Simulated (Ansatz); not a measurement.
# Ligand exchange: SiH2(SiH3)Br + C3H8 → SiH3(SiH3) + C3H7Br

Species: SiH2(SiH3)Br, singlet; C3H8 (propane) `CCC`, singlet; SiH3(SiH3) (disilane), singlet; C3H7Br (2-bromopropane) `CC(C)Br`, singlet. The partners trade Br for H: Si–Br and C–H bonds give way to Si–H and C–Br.

Shapes, held fixed at every level: PBE0-D4/def2-TZVP. Programs: Ansatz 0.2.0. The zero-point and thermal change to 298 K, harmonic and unscaled (PBE0-D4/def2-TZVP), is -8.9 kJ/mol.

```tsv
level	kind	ΔH(298 K) (kJ/mol)	less CCSD(T)/def2-TZVPP
HF/def2-SVP	Hartree–Fock	+128.3	+15.4
HF/def2-TZVPP	Hartree–Fock	+129.3	+16.4
PBE-D4/def2-TZVPP	GGA	+114.3	+1.4
r2SCAN-D4/def2-TZVPP	meta-GGA	+118.7	+5.8
PBE0-D4/def2-TZVPP	global hybrid	+120.3	+7.4
B2PLYP/def2-TZVPP	double hybrid	+118.4	+5.5
CCSD(T)/def2-SVP	coupled cluster or CI	+113.7	+0.8
CCSD(T)/def2-TZVPP	coupled cluster or CI	+112.9	0.0
```

The highest level, CCSD(T)/def2-TZVPP, gives ΔH(298 K) = +112.9 kJ/mol; the levels span +112.9 to +129.3. The column of differences is taken from that level and isn't an error. No measured value is set beside it here. Relativity is left out for Br. Outer-core shells of Br are correlated in most correlated rows, in sets that cover them unevenly.

The exchange is strongly endothermic at every level, so bromine favours silicon and hydrogen favours carbon. Both halves of the trade should work against the products. The Si–Br bond gains from the large electronegativity difference and from donation of bromine lone pairs into σ* orbitals on silicon, while C–H outdoes Si–H because carbon's compact valence orbitals overlap better with hydrogen 1s. The negative thermal term fits the replacement of a stiff C–H oscillator by a softer Si–H one, but it offsets only a small part of the cost.

Hartree–Fock gives the largest values, and correlation lowers the enthalpy, probably because it stabilises the more compact C–Br region more. The basis change matters far less, shifting the two methods in opposite directions. With equal numbers of molecules on each side, entropy is unlikely to reverse the preference. The reverse reaction is thus the downhill one, in line with the known use of hydrosilanes to reduce alkyl bromides, though these enthalpies say nothing about its barrier.
